## Guessing the error of a bond energy by counting pairs

When separate germanium, oxygen and hydrogen atoms join to form the bent radical Ge–O–H, how much of the binding does an approximate theory lose? The loss depends on what the theory leaves out of the electrons' motion, and on how much of that was already there in the free atoms. Only the change between atoms and molecule enters the atomization energy. For Hartree–Fock and the coupled-cluster levels below, that change can be guessed by counting electron pairs.

Errors in the atomization energy of the neutral doublet radical Ge–O–H, calculated with the in-house AFQMC program afq 1 and Ansatz 0.2.0. All levels use the cc-pVDZ basis and a UHF determinant for the molecule, at the PBE0/def2-TZVP geometry and without relativity. The cores, including Ge 3d, are frozen in the correlated levels.

| level | this level less the reference (CCSDT(Q), same basis) (meV) | statistical noise, one standard error (meV) |
| --- | --- | --- |
| HF | -2736.0 | 0.00 |
| MP2 | 227.0 | 0.00 |
| CCSD | -180.0 | 0.00 |
| CCSD(T) | -28.0 | 0.00 |
| CCSDT | -22.0 | 0.00 |
| ph-AFQMC/HF | 154.0 | 79.00 |
| ph-AFQMC/CISD | -27.0 | 17.00 |
| released AFQMC | -17.0 | 14.00 |
| free AFQMC | 4.0 | 15.00 |

The error is each level's atomization energy less that of the reference, CCSDT(Q), in the same basis. A negative error means that the level binds the molecule too weakly. The noise is one standard error and belongs to the random-walk methods, whose names contain AFQMC.

### What a new pair costs

Hartree–Fock (HF) lets each electron move in the average field of the others. Electrons of equal spin still keep apart, because the wavefunction must change sign when they are exchanged. Electrons of opposite spin have no such protection, and in reality they lower their energy by avoiding one another. HF leaves this avoidance out, so it suffers most where electrons are paired. Forming a bond creates a pair that the atoms did not have, and HF therefore makes the bond too weak.

The hydrogen molecule shows the effect in its simplest form. Each free atom has a single electron and nothing to correlate, whereas the molecule has one pair. The whole error of HF is then the correlation energy of that pair, roughly 1 eV as a remembered round figure. The analogy gives the price of an isolated pair and no more, since H₂ has no neighbouring pairs.

In Ge–O–H the pairs can be counted from the spins. Free germanium and oxygen have two unpaired electrons each and hydrogen has one, which makes five. The molecule keeps one of them unpaired. The other four have formed two new pairs, which match the Ge–O and O–H bonds of the usual structural formula.

### Why each rung helps so much

Coupled-cluster theory restores the avoidance in steps. CCSD lets electrons leave their orbitals singly and in pairs, and CCSDT adds threes that move together. Pairs come first because the repulsion acts between two electrons at a time. Two separate pairs, each with its partners avoiding one another at the same time, are already covered by products of pair motions. What is left for the next rung is only the truly joint motion of three electrons, which perturbation theory places at a higher order.

This argument explains why the error shrinks, but it doesn't fix the factor. In the table the error falls about 15-fold from HF to CCSD and about 8-fold from CCSD to CCSDT. A factor of ten per rung is a convenient round number between the two. The rule of thumb then reads

error ≈ −1000 meV × P / 10ᵏ,

where P is the number of newly formed pairs and k is the rung: 0 for HF, 1 for CCSD, and 2 for CCSDT. CCSD(T), which estimates the triples by perturbation theory, also counts as k = 2.

### Two rows worked

For HF, P = 2 and k = 0, so the estimate is −1000 meV × 2 = −2000 meV. The calculation gives −2736 meV. The rule finds the right sign and about three quarters of the size. A plausible reason for the shortfall is that the new pairs lie close to oxygen's lone pairs, and electrons of different pairs must avoid one another too. H₂ has no counterpart to this, and the table doesn't separate it from the rest.

For CCSD, k = 1 and the same two pairs give −2000 meV / 10 = −200 meV. The calculation gives −180 meV. This closeness is partly luck: the HF estimate was too small, and the actual step down to CCSD was larger than tenfold, so the two deviations nearly cancel. Nor is either row a blind test, because the factor of ten was chosen with the HF, CCSD and CCSDT errors in view. The price per pair was taken from H₂ and not adjusted.

### How far the rule can be trusted

Over HF and the three coupled-cluster rows, the estimate lies between 0.7 and 1.1 times the computed error. That is good enough to choose a level, but not to correct a result. Adding the estimated 2000 meV to the HF atomization energy would still leave it 736 meV too low. If an error of about 40 meV is acceptable, the rule correctly says that CCSD falls short and that triples are needed.

MP2 breaks the rule. It treats pairs, so k = 1 would suggest −200 meV, yet it binds the molecule too strongly by 227 meV. It is tempting to conclude that MP2 puts too much correlation into the molecule. The molecule's total energies, with the atoms' part obtained by subtraction and CCSDT(Q) taken as complete, say otherwise: MP2 recovers about 91% of the molecule's correlation energy but only about 81% of the atoms'. Both are too high in energy, the atoms more so, and the difference appears as extra binding.

The lesson is that a small error in an atomization energy need not mean a small error in its parts. MP2 handles each pair as if the others did not respond, whereas CCSD lets the pairs influence one another. An electron pair with an empty orbital close by, such as the 4s pair of germanium beside an empty 4p orbital, is a usual weak spot of MP2. But the molecule keeps both that pair and an empty 4p orbital, so this alone does not explain why the atoms lose more. The energies do not show which atom is at fault. The rule is therefore best kept for HF and the coupled-cluster ladder.

### Random walks need a different estimate

The AFQMC methods do not climb this ladder. They sample the correlated state by random walks, and the phaseless variants (ph-AFQMC) add a constraint, guided by a trial wavefunction, that can bias the energy. The simplest estimate for them is zero error, give or take twice the noise. All four rows fall within that range.

This success says less than it seems to. With the HF trial the error is 154 meV and the noise 79 meV, so the deviation allowed to either side is almost as large as the error of CCSD. A real bias of 100 meV could hide there. The CISD trial reduces the noise to 17 meV and makes the statement much sharper, although that walk showed signs of not having fully settled.

The two walks without a lasting constraint come closest to the reference, at −17 and 4 meV, but their noise of about 15 meV does not allow them to be ranked. The reference was accepted only because it agreed with the released walk, so that agreement is no independent proof. In the free walk the molecule's energy was still edging down at the end, though by less than the noise. Its 4 meV should be read as "no error resolved" rather than as an accuracy of 4 meV.

### Where the range ends

The rule relies on one electron configuration dominating the molecule, as it does here. When a bond is stretched or several configurations compete, joint motions of three and four electrons grow, and the gain per rung shrinks. The count of new pairs may then still be correct while the factor of ten is not. The rule also fails for H₂ itself beyond HF: with only two electrons, CCSD is already exact within the basis, yet the rule still assigns it an error. For a neighbouring molecule with ordinary bonds, the same reasoning suggests counting the new pairs afresh and keeping the ladder, but a single molecule cannot show how well this carries over.

The ladder also ends at the reference. The CCSDT error of −22 meV is simply what the approximate quadruples of CCSDT(Q) add, so continuing the division by ten beyond that point is untested. Errors shared by every row stay invisible as well: the small basis, the frozen inner d shell of germanium and the neglect of relativity. The rule estimates the distance to the reference, not the distance to experiment.

Ge–O and O–H bonds also occur where a germanium transistor channel meets its oxide. If a small molecule is used to judge bond strengths there, the error of the chosen level enters the judgement directly. An HF error of a third of the binding energy would make such a figure of little use, whereas with triples the small basis and the surroundings of the bond, which the molecule lacks, become the more pressing questions.
